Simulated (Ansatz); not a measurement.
Ligand exchange: GeH2(CH3)Cl + C2F3I → GeH2(CH3)I + C2ClF3

Species: GeH2(CH3)Cl, singlet; C2F3I (trifluoroiodoethylene) `FC(F)=C(F)I`, singlet; GeH2(CH3)I, singlet; C2ClF3 (chlorotrifluoroethylene) `FC(F)=C(F)Cl`, singlet. The partners trade Cl for I: Ge–Cl and C–I bonds give way to Ge–I and C–Cl.

Shapes, held fixed at every level: PBE0-D4/def2-TZVP. Programs: Ansatz 0.2.0. The zero-point and thermal change to 298 K, harmonic and unscaled (PBE0-D4/def2-TZVP), is +0.8 kJ/mol.

| level | kind | ΔH(298 K) (kJ/mol) | less CCSD(T)/def2-TZVPP |
| --- | --- | --- | --- |
| HF/def2-SVP | Hartree–Fock | -4.9 | -11.2 |
| HF/def2-TZVPP | Hartree–Fock | -0.3 | -6.6 |
| B3LYP-D4/def2-TZVPP | global hybrid | +3.1 | -3.2 |
| PBE0-D4/def2-TZVPP | global hybrid | -3.4 | -9.7 |
| wB97X-V/def2-TZVPP | range-separated hybrid | +2.2 | -4.1 |
| B2PLYP/def2-TZVPP | double hybrid | +3.8 | -2.5 |
| CCSD/def2-SVP | coupled cluster or CI | -8.2 | -14.5 |
| CCSD(T)/def2-TZVPP | coupled cluster or CI | +6.3 | 0.0 |

The highest level, CCSD(T)/def2-TZVPP, gives ΔH(298 K) = +6.3 kJ/mol; the levels span -8.2 to +6.3. They disagree on the sign: 4 of 8 are positive. The column of differences is taken from that level and isn't an error. No measured value is set beside it here. For atoms past krypton def2 sets carry core potentials with scalar relativity. Relativity is left out for Ge. Outer-core shells of Ge, I are correlated in most correlated rows, in sets that cover them unevenly.

The exchange is close to thermoneutral, with the highest level leaning weakly towards the Ge–Cl and C–I side. Both germanium and carbon bind chlorine more strongly than iodine, because chlorine's compact valence orbitals overlap better and its higher electronegativity adds polar character to the bond. What is lost in turning Ge–Cl into Ge–I is therefore largely regained in turning C–I into C–Cl. The more electropositive germanium gains more from bond polarity, which probably offsets carbon's strong preference for the smaller halogen.

With so small a remainder, the treatment of correlation matters. In def2-SVP, CCSD lies below Hartree–Fock, whereas in def2-TZVPP, CCSD(T) lies above it. This suggests that the limited range of polarisation functions in the small set distorts the correlation contribution, though the triples change as well, so the step from -8.2 to +6.3 can't be credited to the basis set alone. The results support a near balance of halogen affinities, but not a firm preference for either pair, and they say nothing about how readily the halogens exchange.
